## Does a small orbital gap explain why OPBE makes this germole less diamagnetic?

I have computed the magnetisability of one germole molecule, a flat five-membered ring with two C=C bonds and a GeH₂ group, at nine levels. The geometry is the same in every row, yet the result varies by about 7 % of its mean size. OPBE gives the weakest diamagnetism of all.

PySCF 2.14.0, non-relativistic GIAO Kohn-Sham DFT with density fitting, for one conformer of the neutral singlet germole C₄H₆Ge in the gas phase at its PBE0-D3(BJ)/def2-SVP geometry. Magnetisability and molar susceptibility are isotropic averages; the anisotropy is the root of half the summed squared differences of the principal values.

| level | magnetisability (1e-30 J/T^2) | magnetisability anisotropy (1e-30 J/T^2) | susceptibility (1e-6 cm^3/mol) |
| --- | --- | --- | --- |
| B3LYP/pcSseg-0 | -1019.2 | 435.3 | -61.38 |
| B3LYP/Sadlej pVTZ | -985.1 | 330.9 | -59.32 |
| B3LYP/pcseg-1 | -982.3 | 453.9 | -59.15 |
| B3LYP/aug-cc-pVDZ | -973.5 | 471.9 | -58.63 |
| B3LYP/pcSseg-1 | -970.3 | 451.0 | -58.43 |
| B3LYP/6-31G | -968.4 | 426.7 | -58.32 |
| B3LYP/cc-pVDZ | -960.8 | 454.2 | -57.86 |
| mPW1PW91/aug-pcSseg-1 | -959.1 | 460.0 | -57.76 |
| OPBE/aug-pcSseg-1 | -946.9 | 469.5 | -57.03 |

My explanation so far is the gap between the highest occupied and lowest empty orbital. It is 3.5 eV with OPBE and between 4.9 and 5.3 eV in the other rows. A small gap lets the magnetic field mix in excited states more easily. That mixing is paramagnetic, so it should cancel more of the diamagnetism.

Is that right? Or does the electron cloud change its size, or do the basis sets differ in how well they describe the response to the field? I am also puzzled by Sadlej pVTZ: its magnetisability looks ordinary, but its anisotropy is far below the others.

## Answer

The first thing to remember is that you are looking at a small remainder of two large numbers. The susceptibility, which is your magnetisability expressed per mole, is about −59 in units of $10^{-6}\ \mathrm{cm^3/mol}$. It is the sum of a diamagnetic part near −444 and a paramagnetic part near +385. A change of one per cent in either part therefore moves the total by about 7 %, and quite modest differences between levels are enough to produce your whole spread.

**Where the two parts come from**

A magnetic field tries to set the whole electron cloud circulating about a chosen centre, here the centre of mass. This circulation opposes the field, and it counts distant electrons most, because it grows with the square of their distance. In a molecule the cloud can't turn freely, since the electrons are held by several nuclei. The paramagnetic part corrects for that hindrance.

Much of this correction is set by geometry. An electron held close to a nucleus far from the centre does not really circle the centre, so most of the diamagnetism first credited to it has to be taken back. That is why the two parts are both large and nearly cancel. It is also a first warning against tying the paramagnetic part to a single orbital gap.

In symbols,

$$\chi=\chi_\mathrm{dia}+\chi_\mathrm{para},\qquad \chi_\mathrm{dia}=-k\sum_i\langle r_i^2\rangle,\qquad \chi_\mathrm{para}\propto\sum_n\frac{|\langle 0|L|n\rangle|^2}{E_n-E_0}.$$

Here $\chi$ is the susceptibility and $r_i$ the distance of electron $i$ from the centre. $L$ is the total orbital angular momentum of the electrons, and $E_n-E_0$ is the energy needed to reach the excited state $n$. The constant $k$ is about 0.79 of our units per squared bohr. Your three explanations now have their places: the gap acts through the denominators, the size of the cloud through $\langle r^2\rangle$, and the basis can act on both parts.

The division into two parts depends on the chosen centre, but differences between levels hardly do. The nuclei and the number of electrons stay the same, so only the small change in dipole moment enters. Moving the centre by 1 Å changes the diamagnetic difference between any two rows by at most 0.18. For the two functionals compared below the change is far smaller still, because their dipole moments are nearly equal.

**The gap fails its one clean test**

Only mPW1PW91 and OPBE can be compared as functionals, because they share a basis that no B3LYP row uses. Between them the gap falls from 5.3 to 3.5 eV. If your explanation held, the paramagnetic part would rise clearly. It rises by 0.10, while the diamagnetic part weakens by 0.63.

The test can be made sharper. In a diene ring like this one, the lowest excitation should lead from a π to a π* orbital. By symmetry, such an excitation contributes only when the field points along the ring normal. If just one per cent of the paramagnetic part in that direction followed the inverse gap while the rest stayed the same, it would grow by 2.8 from mPW1PW91 to OPBE. The calculation gives a change of −0.08.

Theory offers a good reason. The gap between two orbitals does not by itself set the magnetic response, which sums over many excitations. mPW1PW91 contains exact exchange, which widens the orbital gap but also takes part in the response and offsets much of that widening. OPBE has neither effect, so the two functionals can differ greatly in gap and still respond almost alike.

Across the table, the gap looks somewhat better than it deserves. Its correlation with the paramagnetic part is −0.34 over the nine rows, which has the sign you expected. Without OPBE it is 0.01. The apparent trend rests on a single row.

**The size of the cloud explains the change of functional**

Let us work this step through, assuming that only the electron cloud changes. The diamagnetic part weakens by 0.63, which corresponds to $0.63/0.79\approx0.8$ squared bohr, summed over all 62 electrons. Relative to the full diamagnetic part this is only $0.63/443\approx0.14\,\%$. Relative to the total of 57.8 it is 1.1 %, about eight times as much.

Starting from −57.76 for mPW1PW91, the estimate for OPBE is $-57.76+0.63=-57.13$. The full calculation gives −57.03. The estimate thus captures most of the step, and the remaining 0.10 is the small paramagnetic change. Since the diamagnetic part comes from the same calculation, this shows where the change sits; it is not an independent prediction. Why OPBE draws the cloud in slightly is a separate question, which these results leave open.

**A basis set can act on either part**

Diffuse functions show the effect of the cloud most directly. Going from cc-pVDZ to aug-cc-pVDZ lets the density reach further out, and the diamagnetic part strengthens by 1.2. The paramagnetic part grows too, by 0.44, and takes back about a third of the gain, so the total becomes more negative. More freedom for the electrons to respond is the likely reason, but it does not act evenly: along the ring normal the paramagnetic part falls by 0.46.

The pair pcseg-1 and pcSseg-1 shows the other mechanism. The second set is a version of the first adapted to nuclear magnetic shielding, with more freedom close to the nuclei. That hardly alters the size of the cloud: the diamagnetic parts differ by only 0.07. The paramagnetic part, however, is 0.65 larger with pcSseg-1, and the total is less negative.

This gives a rule of thumb for reading such a table. Room for the density to spread outwards usually makes the susceptibility more negative. Room for the electrons to respond tends to make it less negative. Neither half is a strict law. A larger set can also draw the cloud in: from pcSseg-0 to pcSseg-1 the diamagnetic part weakens by 0.80. And GIAOs, which are basis functions that depend on the field, already contain part of the response, so added functions can correct that part in either direction. A new basis usually offers some of both, so a larger basis has no fixed direction in the total.

The 6-31G row shows how misleading the total can be. It lies within about 0.1 of pcSseg-1, which might suggest that the two sets describe the molecule equally well. In fact its diamagnetic part is weaker by about 1.5 and its paramagnetic part is smaller by about 1.4. Two sizeable differences have cancelled.

**Which explanation wins over the whole table?**

Neither of the two that remain wins outright. To compare them, I held one part at its mean over the nine rows and let the other vary. The susceptibility itself has a standard deviation of 1.24. With only the cloud varying, 0.74 of scatter is left unexplained; with only the response varying, 0.80 is left.

That near tie owes much to pcSseg-0. It is the smallest set of its family and gives a total energy about 2.5 hartree above that of pcSseg-1, whereas even 6-31G lies only about 0.2 hartree above it. Nearly three quarters of its excess diamagnetism relative to pcSseg-1 comes from a response that is too weak. It is reasonable to judge the better sets without it.

In the other eight rows the standard deviation is 0.75. Letting only the cloud vary now leaves 0.52, against 0.69 for the response alone. The size of the cloud is then the better single explanation, though still an incomplete one. How clear the verdict is thus depends on whether you count a basis as small as pcSseg-0.

**Why Sadlej pVTZ hides its fault**

The magnetisability in your table is an average over three directions, whereas the anisotropy measures how much the directions differ. Compared with aug-cc-pVDZ, Sadlej pVTZ changes the average by only 1.2 %. It lowers the anisotropy by 30 %. Such a pattern calls for a look at the separate axes.

Along the two in-plane axes the paramagnetic part is smaller by 4.8 and 2.4. Along the ring normal it is larger by 5.0. In the average these shifts nearly cancel, since $(-4.8-2.4+5.0)/3\approx-0.7$. In the anisotropy they add up, because they weaken the strong direction and strengthen the weak ones.

This is an effect of the basis, as the functional and the geometry are the same in both rows. Sadlej's sets were designed for electric properties such as polarisabilities, which place different demands on the functions than a magnetic response does. That is a plausible reason for the distortion, but I would treat it as a guess, since no row changes the set piece by piece.

**What to do with the numbers**

If you need one value for the average, the rows other than pcSseg-0 lie between −57.0 and −59.3, a range of about 4 %. That range shows how much the choice of level matters, and it is not an error bar against experiment. Every row uses the same rigid geometry and leaves out relativity, although the molecule contains germanium. An error from either source would be largely common to the rows and would not show up in their spread.

If you need the response in a particular direction, for an oriented molecule for instance, compare the anisotropy or the separate axes before you accept a basis. Agreement in the average is weak evidence here: 6-31G reaches it by cancellation between the two parts, and Sadlej pVTZ by cancellation between directions.
